**One-bond spin-spin couplings of formaldoxime across functionals and basis sets**

The table holds five one-bond couplings from non-relativistic DFT (PySCF) at a fixed PBE0-D3(BJ)/def2-SVP geometry, for eight functionals in pcJ-1 and for B3LYP in eight bases. The program fits each coupling to a line in the exact-exchange share and to $a+b/\lambda$, with $\lambda$ the lowest triplet Hessian eigenvalue, on seven global functionals, and predicts CAM-B3LYP. The share line fits C–N and O–H better (rms 1.6 and 1.7 Hz against 2.9 and 3.2 Hz), the $1/\lambda$ form predicts CAM-B3LYP better than its long-range share does, both fail for C–H, and N–O shows no trend. Across bases $\lambda$ varies by 2.6 % while the couplings move by 11 to 47 Hz; triple-zeta bases scale both C–H couplings by nearly one factor, and 6-31G(d), 6-31G-J and pcJ-0 do not. Reduced couplings, the term split of two rows and the geometry around carbon are also printed.

Calculated values. Formaldoxime (CH3NO, SMILES C=NO): one-bond indirect spin-spin couplings from non-relativistic DFT in the gas phase, PySCF 2.14.0 with density fitting, at the PBE0-D3(BJ)/def2-SVP geometry. Isotopes are 13C, 15N, 17O and 1H, and all totals include the spin-dipole term. Atoms are numbered in SMILES order, hydrogens last.

## Program and output

```python
# Table: one-bond spin-spin couplings (Hz) of formaldoxime, PySCF, non-relativistic DFT, 8 functionals
# at pcJ-1 and B3LYP in 8 bases. Tested: J linear in exact-exchange share; J = a + b/lambda (lowest
# triplet Hessian eigenvalue); one common basis factor for both C-H couplings; signs of reduced K.
T = {
    'functional': ['KT2', 'LDA', 'PBE', 'B3LYP', 'B3LYP', 'B3LYP', 'B3LYP', 'B3LYP', 'B3LYP', 'B3LYP', 'B3LYP', 'B97-2', 'BHandHLYP', 'CAM-B3LYP', 'PBE0'],
    'basis': ['pcJ-1', 'pcJ-1', 'pcJ-1', '6-31G(d)', '6-31G-J', 'aug-cc-pVTZ-J', 'cc-pVTZ', 'def2-TZVP', 'pcJ-0', 'pcJ-1', 'pcJ-2', 'pcJ-1', 'pcJ-1', 'pcJ-1', 'pcJ-1'],
    'exx': [0, 0, 0, 20, 20, 20, 20, 20, 20, 20, 20, 21, 50, 65, 25],  # %
    'j_0_1': [6.6, 4.3, 1.2, -10.1, 2.2, -3.1, -6.1, -2.0, 9.0, -4.2, -3.0, -3.8, -16.0, -5.3, -4.3],  # Hz
    'j_1_2': [-22.3, -23.7, -23.9, -17.9, -28.8, -25.7, -23.1, -26.3, -24.7, -23.4, -25.2, -22.7, -23.0, -22.6, -23.1],  # Hz
    'j_0_3': [194.4, 152.4, 179.1, 187.3, 203.0, 197.6, 174.6, 184.9, 167.9, 194.0, 195.0, 177.4, 207.9, 191.1, 183.7],  # Hz
    'j_0_4': [162.6, 130.3, 152.9, 169.1, 175.6, 173.4, 152.3, 162.1, 150.5, 170.8, 171.4, 155.8, 187.8, 169.5, 161.1],  # Hz
    'j_2_5': [-60.7, -60.5, -61.7, -71.7, -61.4, -78.0, -52.7, -66.4, -31.2, -74.4, -77.2, -70.9, -88.6, -76.1, -71.3],  # Hz
}
import numpy as np
from scipy.constants import h, pi, physical_constants as pc
keys = ['j_0_1', 'j_1_2', 'j_0_3', 'j_0_4', 'j_2_5']
nm = ['C1-N2', 'N2-O3', 'C1-H4', 'C1-H5', 'O3-H6']
J = np.array([T[k] for k in keys], float).T
F, B, x = T['functional'], T['basis'], np.array(T['exx'], float)
ix = {(f, b): i for i, (f, b) in enumerate(zip(F, B))}
# lowest triplet Hessian eigenvalue (Eh), further output of the same runs, in table order
lam = np.array([0.11293, 0.15721, 0.12971, 0.099268, 0.09825, 0.10082, 0.1005, 0.10008, 0.099669,
                0.10082, 0.1005, 0.10615, 0.06267, 0.08866, 0.090175])
u = 1 / lam
gH = pc['proton gyromag. ratio'][0]
gC, gN, gO = 6.7e7, -2.7e7, -3.6e7  # rough recalled values, rad/s/T
toK = 4 * pi**2 / h / np.array([gC*gN, gN*gO, gC*gH, gC*gH, gO*gH]) / 1e19
row = lambda v, f='%+.1f': ' '.join(f % a for a in v)
ref = ix['B3LYP', 'pcJ-2']; p = lambda f: ix[f, 'pcJ-1']
print('Rounding of the table: 0.05 Hz (ratio H4/H5: about 0.001). Order of bonds:', ' '.join(nm))
print('Reduced K, B3LYP/pcJ-2, 1e19 T^2/J, rough recalled gammas:', row(J[ref] * toK, '%+.0f'))
S = sorted([i for i in range(len(F)) if B[i] == 'pcJ-1'], key=lambda i: u[i])
cam = p('CAM-B3LYP'); G = [i for i in S if i != cam]
print('Fits to 7 global functionals, pcJ-1; CAM-B3LYP left out (no single share) and predicted')
RX, RU = np.zeros_like(J), np.zeros_like(J)
for k in range(5):
    cx, cu = np.polyfit(x[G], J[G, k], 1), np.polyfit(u[G], J[G, k], 1)
    RX[:, k], RU[:, k] = J[:, k] - np.polyval(cx, x), J[:, k] - np.polyval(cu, u)
    rm = lambda R: np.sqrt(np.mean(R[G, k]**2))
    w = lambda R: F[G[int(np.argmax(abs(R[G, k])))]]
    print(f'{nm[k]} share: {10*cx[0]:+.2f} Hz/10%, rms {rm(RX):.1f}, worst {w(RX)} | 1/lambda: {cu[0]:+.2f} Hz Eh, rms {rm(RU):.1f}, '
          f'worst {w(RU)} | CAM residual 65% {RX[cam,k]:+.1f}, 19% {J[cam,k]-np.polyval(cx,19):+.1f}, 1/lambda {RU[cam,k]:+.1f}')
print(f'Correlation of share with 1/lambda over the 7: {np.corrcoef(x[G], u[G])[0,1]:.2f}')
print('functional share% lambda 1/lambda | residuals Hz C-N C-H4 O-H: share fit | 1/lambda fit | H4-H5 Hz, H4/H5')
for i in S:
    print(f'{F[i]:10s} {x[i]:3.0f} {lam[i]:.3f} {u[i]:5.2f} | {row(RX[i,[0,2,4]])} | {row(RU[i,[0,2,4]])} | {J[i,2]-J[i,3]:.1f} {J[i,2]/J[i,3]:.3f}')
dK = []
for a, b in [('PBE', 'PBE0'), ('B3LYP', 'BHandHLYP')]:
    d = J[p(b)] - J[p(a)]; dx = x[p(b)] - x[p(a)]; du = u[p(b)] - u[p(a)]; dK.append(d * toK)
    print(f'{a} to {b}: share {dx:+.0f}%, 1/lambda {du:+.2f}/Eh, shift Hz {row(d)}; shift of K {row(d*toK, "%+.0f")}')
    print(f'   Hz per 10% {row(10*d/dx)}; Hz per unit 1/lambda {row(d/du)}')
print('Range Hz, 8 functionals:', row(np.ptp(J[S], axis=0), '%.1f'))
print('Range Hz, LDA PBE KT2 (0%):', row(np.ptp(J[[p('LDA'), p('PBE'), p('KT2')]], axis=0), '%.1f'))
print('Range Hz, B3LYP B97-2 PBE0 CAM:', row(np.ptp(J[[p('B3LYP'), p('B97-2'), p('PBE0'), cam]], axis=0), '%.1f'))
Bs = [i for i in range(len(F)) if F[i] == 'B3LYP']
print('B3LYP basis | J minus pcJ-2, Hz | J/J(pcJ-2) for C-H4 C-H5 N-O O-H | H4/H5 | lambda Eh')
for i in Bs:
    print(f'{B[i]:14s}| {row(J[i]-J[ref])} | {row((J[i]/J[ref])[[2,3,1,4]], "%.3f")} | {J[i,2]/J[i,3]:.3f} | {lam[i]:.4f}')
print('Range Hz over 8 bases:', row(np.ptp(J[Bs], axis=0), '%.1f'), f'; lambda range {100*np.ptp(lam[Bs])/lam[ref]:.1f}%')
# terms FC, PSO, DSO, SD (Hz), further outputs of the same runs, bonds in the order above
terms = {('B97-2', 'pcJ-1'): [[-9.156, 8.022, -0.05, -2.633], [-21.332, -1.657, 0.036, 0.293], [176.292, 0.118, 0.634, 0.328],
                              [154.748, 0.011, 0.7, 0.384], [-62.189, -8.265, -0.254, -0.175]],
         ('B3LYP', '6-31G(d)'): [[-14.745, 6.999, -0.053, -2.349], [-16.67, -1.411, 0.045, 0.179], [186.362, 0.021, 0.707, 0.166],
                                 [168.115, -0.033, 0.764, 0.213], [-63.805, -7.711, -0.414, 0.28]]}
for kk, t in terms.items():
    t = np.array(t)
    print(f'{kk[0]}/{kk[1]}: C-N FC PSO DSO SD {row(t[0])}, sum {t[0].sum():+.1f} Hz; FC % of total', row(100*t[:, 0]/t.sum(1), '%.0f'))
# geometry (A, two decimals), shared output of the runs: C N O H4 H5
C, N, O, H4, H5 = np.array([[.73, .29, -.27], [-.52, .06, -.20], [-.88, -.51, .98], [1.09, .75, -1.19], [1.42, .04, .55]])
L = np.linalg.norm
ang = lambda H: np.degrees(np.arccos((N-C) @ (H-C) / L(N-C) / L(H-C)))
print(f'H4, H5: C-H {L(H4-C):.2f} {L(H5-C):.2f} A; H..O {L(H4-O):.2f} {L(H5-O):.2f} A; N-C-H {ang(H4):.0f} {ang(H5):.0f} deg')
assert np.all(J[:, 2] > J[:, 3]) and np.all(lam > 0)
assert all(np.all(d[[0, 2, 3, 4]] > 0) for d in dK)
assert np.max(abs(J[ix['B3LYP', 'aug-cc-pVTZ-J']] - J[ref])) < 3
assert all(abs(J[ix['B3LYP', b], 2]/J[ix['B3LYP', b], 3] - J[ref, 2]/J[ref, 3]) < 0.015 for b in ['cc-pVTZ', 'def2-TZVP'])
```

Printed output:

```
Rounding of the table: 0.05 Hz (ratio H4/H5: about 0.001). Order of bonds: C1-N2 N2-O3 C1-H4 C1-H5 O3-H6
Reduced K, B3LYP/pcJ-2, 1e19 T^2/J, rough recalled gammas: +10 -154 +65 +57 +48
Fits to 7 global functionals, pcJ-1; CAM-B3LYP left out (no single share) and predicted
C1-N2 share: -3.93 Hz/10%, rms 1.6, worst PBE | 1/lambda: -2.20 Hz Eh, rms 2.9, worst KT2 | CAM residual 65% +16.0, 19% -2.0, 1/lambda +0.0
N2-O3 share: +0.07 Hz/10%, rms 0.5, worst KT2 | 1/lambda: +0.06 Hz Eh, rms 0.5, worst KT2 | CAM residual 65% +0.2, 19% +0.5, 1/lambda +0.5
C1-H4 share: +6.04 Hz/10%, rms 12.5, worst LDA | 1/lambda: +4.57 Hz Eh, rms 9.7, worst LDA | CAM residual 65% -22.3, 19% +5.5, 1/lambda +0.7
C1-H5 share: +7.46 Hz/10%, rms 10.1, worst LDA | 1/lambda: +5.11 Hz Eh, rms 7.2, worst LDA | CAM residual 65% -26.8, 19% +7.5, 1/lambda +2.3
O3-H6 share: -5.39 Hz/10%, rms 1.7, worst PBE0 | 1/lambda: -3.09 Hz Eh, rms 3.2, worst KT2 | CAM residual 65% +19.7, 19% -5.1, 1/lambda -2.1
Correlation of share with 1/lambda over the 7: 0.95
functional share% lambda 1/lambda | residuals Hz C-N C-H4 O-H: share fit | 1/lambda fit | H4-H5 Hz, H4/H5
LDA          0 0.157  6.36 | +0.1 -21.7 +0.3 | -1.2 -15.5 -1.7 | 22.1 1.170
PBE          0 0.130  7.71 | -3.0 +5.0 -0.9 | -1.3 +5.0 +1.3 | 26.2 1.171
KT2          0 0.113  8.86 | +2.4 +20.3 +0.1 | +6.6 +15.1 +5.8 | 31.8 1.196
B97-2       21 0.106  9.42 | +0.3 -9.4 +1.2 | -2.5 -4.5 -2.7 | 21.6 1.139
B3LYP       20 0.101  9.92 | -0.5 +7.8 -2.8 | -1.8 +9.8 -4.6 | 23.2 1.136
PBE0        25 0.090 11.09 | +1.3 -5.5 +3.0 | +0.6 -5.9 +2.1 | 22.6 1.140
CAM-B3LYP   65 0.089 11.28 | +16.0 -22.3 +19.7 | +0.0 +0.7 -2.1 | 21.6 1.127
BHandHLYP   50 0.063 15.96 | -0.6 +3.6 -0.9 | -0.3 -3.9 -0.2 | 20.1 1.107
PBE to PBE0: share +25%, 1/lambda +3.38/Eh, shift Hz -5.5 +0.8 +4.6 +8.2 -9.6; shift of K +18 +5 +2 +3 +6
   Hz per 10% -2.2 +0.3 +1.8 +3.3 -3.8; Hz per unit 1/lambda -1.6 +0.2 +1.4 +2.4 -2.8
B3LYP to BHandHLYP: share +30%, 1/lambda +6.04/Eh, shift Hz -11.8 +0.4 +13.9 +17.0 -14.2; shift of K +39 +2 +5 +6 +9
   Hz per 10% -3.9 +0.1 +4.6 +5.7 -4.7; Hz per unit 1/lambda -2.0 +0.1 +2.3 +2.8 -2.4
Range Hz, 8 functionals: 22.6 1.6 55.5 57.5 28.1
Range Hz, LDA PBE KT2 (0%): 5.4 1.6 42.0 32.3 1.2
Range Hz, B3LYP B97-2 PBE0 CAM: 1.5 0.8 16.6 15.0 5.2
B3LYP basis | J minus pcJ-2, Hz | J/J(pcJ-2) for C-H4 C-H5 N-O O-H | H4/H5 | lambda Eh
6-31G(d)      | -7.1 +7.3 -7.7 -2.3 +5.5 | 0.961 0.987 0.710 0.929 | 1.108 | 0.0993
6-31G-J       | +5.2 -3.6 +8.0 +4.2 +15.8 | 1.041 1.025 1.143 0.795 | 1.156 | 0.0983
aug-cc-pVTZ-J | -0.1 -0.5 +2.6 +2.0 -0.8 | 1.013 1.012 1.020 1.010 | 1.140 | 0.1008
cc-pVTZ       | -3.1 +2.1 -20.4 -19.1 +24.5 | 0.895 0.889 0.917 0.683 | 1.146 | 0.1005
def2-TZVP     | +1.0 -1.1 -10.1 -9.3 +10.8 | 0.948 0.946 1.044 0.860 | 1.141 | 0.1001
pcJ-0         | +12.0 +0.5 -27.1 -20.9 +46.0 | 0.861 0.878 0.980 0.404 | 1.116 | 0.0997
pcJ-1         | -1.2 +1.8 -1.0 -0.6 +2.8 | 0.995 0.996 0.929 0.964 | 1.136 | 0.1008
pcJ-2         | +0.0 +0.0 +0.0 +0.0 +0.0 | 1.000 1.000 1.000 1.000 | 1.138 | 0.1005
Range Hz over 8 bases: 19.1 10.9 35.1 25.1 46.8 ; lambda range 2.6%
B97-2/pcJ-1: C-N FC PSO DSO SD -9.2 +8.0 -0.1 -2.6, sum -3.8 Hz; FC % of total 240 94 99 99 88
B3LYP/6-31G(d): C-N FC PSO DSO SD -14.7 +7.0 -0.1 -2.3, sum -10.1 Hz; FC % of total 145 93 100 99 89
H4, H5: C-H 1.09 1.10 A; H..O 3.19 2.40 A; N-C-H 117 122 deg
```
